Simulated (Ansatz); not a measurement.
**A family of molecules: the HOMO–LUMO gap**

One atom is swapped for its congeners: C3H4 (propyne) `C#CC`; C2H4Si (ethynylsilane) `C#C[SiH3]`; C2H4Ge `C#[C][GeH3]`; C2H4Sn `C#[C][SnH3]`. All are singlets with charge 0.

Shapes, held fixed at every level: PBE0-D4/def2-TZVP. Programs: Ansatz 0.2.0. Values in eV.

```json
{"level": "SPW92/def2-TZVPP", "C3H4": "6.71", "C2H4Si": "6.00", "C2H4Ge": "6.17", "C2H4Sn": "6.10"}
{"level": "PBE-D4/def2-TZVPP", "C3H4": "6.75", "C2H4Si": "6.05", "C2H4Ge": "6.23", "C2H4Sn": "6.15"}
{"level": "BHLYP-D4/def2-TZVPP", "C3H4": "10.81", "C2H4Si": "10.33", "C2H4Ge": "10.45", "C2H4Sn": "10.05"}
{"level": "r2SCAN0-D4/def2-TZVPP", "C3H4": "9.39", "C2H4Si": "8.54", "C2H4Ge": "8.70", "C2H4Sn": "8.57"}
{"level": "wB97M-V/def2-TZVPP", "C3H4": "12.86", "C2H4Si": "12.50", "C2H4Ge": "12.66", "C2H4Sn": "11.93"}
{"level": "wB97X-V/def2-TZVPP", "C3H4": "13.45", "C2H4Si": "12.80", "C2H4Ge": "12.95", "C2H4Sn": "12.48"}
```

At wB97X-V/def2-TZVPP the HOMO–LUMO gap isn't monotonic: it is largest for C and smallest for Sn (13.45 and 12.48 eV). 3 of 6 levels show this order throughout; 3 agree on the largest and the smallest. For atoms past krypton def2 sets carry core potentials with scalar relativity. Relativity is left out for Ge unless named. Orbital gaps aren't excitation energies, and the LUMO depends on the basis.

Propyne has the widest gap at every level, and the germanium compound always lies above its silicon analogue. The bottom of the series is less certain: SPW92, PBE-D4 and r2SCAN0-D4 put silicon lowest, the other three tin. The drop from carbon to the heavier congeners is thus robust, but a steady decline down the group is not supported.

The frontier π orbitals of the alkyne respond to the group attached. A methyl group raises the filled π level by hyperconjugation, which alone would narrow propyne's gap, so the smaller gaps of the heavier compounds probably stem from the empty level. Silyl, germyl and stannyl groups offer low-lying σ* orbitals that can mix with the alkyne π* and stabilise it. The small rise from silicon to germanium suggests the familiar alternation down the group, in which the filled 3d shell screens the nucleus poorly and holds the germanium 4s electrons tightly. The changing place of tin may reflect frontier orbitals of different σ and π character, which respond unequally to exact exchange.
